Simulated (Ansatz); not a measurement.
## TiSi2: pressure and energy less free atoms against volume scale

Results calculated with Ansatz 0.2.0, not measured. Periodic Kohn-Sham DFT of a crystal at fixed atoms, scaled to volume_scale times the given cell; pressure positive in compression, energy less spherical unpolarised free atoms, largest_vzz the field gradient of largest size among the nuclei.

The cell before it is scaled or strained (space group Fddd, No. 70):
```
CELL_PARAMETERS angstrom
0.00000 4.11800 4.26150
2.38650 0.00000 4.26150
2.38650 4.11800 0.00000
ATOMIC_POSITIONS crystal
Ti 0.75000 0.75000 0.75000
Ti 0.50000 0.50000 0.50000
Si 0.08300 0.41700 0.08300
Si 0.41700 0.08300 0.41700
Si 0.16700 0.83300 0.16700
Si 0.83300 0.16700 0.83300
```

Settings of every row: method all-electron LAPW; functional PBEsol; relativity scalar; k mesh 8x8x8; filling fermi-dirac; smearing width 0.08 eV; basis error target 0.5 meV/atom; nucleus gaussian.

Atom start moment: 0 on all atoms.

| row | volume scale | V (Å³/atom) | pressure (GPa) | energy less free atoms (eV/atom) |
| --- | --- | --- | --- | --- |
| 1 | 0.94 | 13.123 | 8.642 | -6.8963 |
| 2 | 0.96 | 13.402 | 4.813 | -6.908 |
| 3 | 0.98 | 13.681 | 1.369 | -6.9133 |
| 4 | 0.99 | 13.821 | ? | ? |
| 5 | 1 | 13.96 | -1.727 | -6.9129 |
| 6 | 1.01 | 14.1 | -3.155 | -6.9108 |
| 7 | 1.02 | 14.239 | -4.509 | -6.9075 |
| 8 | 1.04 | 14.519 | -7.01 | -6.8974 |
| 9 | 1.06 | 14.798 | -9.256 | -6.8832 |

Question: what pressure and energy less free atoms should row 4 give?

Worked fit of pressure. Take u = (V_r/V)^(2/3) − 1 with V_r = 14.03 Å³ an atom, which is twice the finite (Eulerian) strain; such expansions in the strain, on which the Birch-Murnaghan equation of state is built, carry the rest volume and the bulk modulus. The shown rows have u = 0.04556, 0.031, 0.01694, 0.00334, -0.00331, -0.00981, -0.02258, -0.03491. Least squares give pressure = −2.4515 + 215.294 × u + 599.44 × u² + 433 × u³ GPa; a parabola predicts inner rows, each left out in turn, worse (root mean square 0.0075 against 0.003 GPa). The rows lie off it by -0.001, 0.001, -0.001, -0.001, 0.003, -0.003, 0.002, -0.001. The pressure vanishes at u = 0.0110, or V = 13.8 Å³ an atom, and there the bulk modulus at fixed shape and fractions is B = −V dP/dV = (2/3)(1 + u) dP/du = 154 GPa. Letting shape and atoms relax would as a rule lower it, by much in layered, chain or molecular crystals. The withheld row has u = 0.01006, so the fit gives −2.4515 + 215.294 × (0.01006) + 599.44 × (0.01006)² + 433 × (0.01006)³ = -0.225 GPa.

The calculation gave -0.22 GPa. The fit lies 0.005 GPa (2.3 % of the value, 0.028 % of the column's range) below it; its largest miss of a shown row is 0.003 GPa.

Worked fit of energy less free atoms. Take u = (V_r/V)^(2/3) − 1 with V_r = 14.03 Å³ an atom, which is twice the finite (Eulerian) strain; such expansions in the strain, on which the Birch-Murnaghan equation of state is built, carry the rest volume and the bulk modulus. The shown rows have u = 0.04556, 0.031, 0.01694, 0.00334, -0.00331, -0.00981, -0.02258, -0.03491. Least squares give energy less free atoms = −6.91204 − 0.3188 × u + 14.554 × u² eV/atom; a straight line predicts inner rows, each left out in turn, worse (root mean square 0.0075 against 5.2e-05 eV/atom). The rows lie off it by 0.0001, -0.0001, 0.0000, 0.0000, 0.0000, 0.0000, 0.0000, 0.0000. Its lowest point lies at u = 0.0110, or V = 13.8 Å³ an atom, and the curvature there gives the bulk modulus at fixed shape and fractions, B = (4/9)(1 + u)² E″(u)/V = 153 GPa. Letting shape and atoms relax would as a rule lower it, by much in layered, chain or molecular crystals. The withheld row has u = 0.01006, so the fit gives −6.91204 − 0.3188 × (0.01006) + 14.554 × (0.01006)² = -6.9138 eV/atom.

The calculation gave -6.9138 eV/atom. The fit meets it to the printed digit.
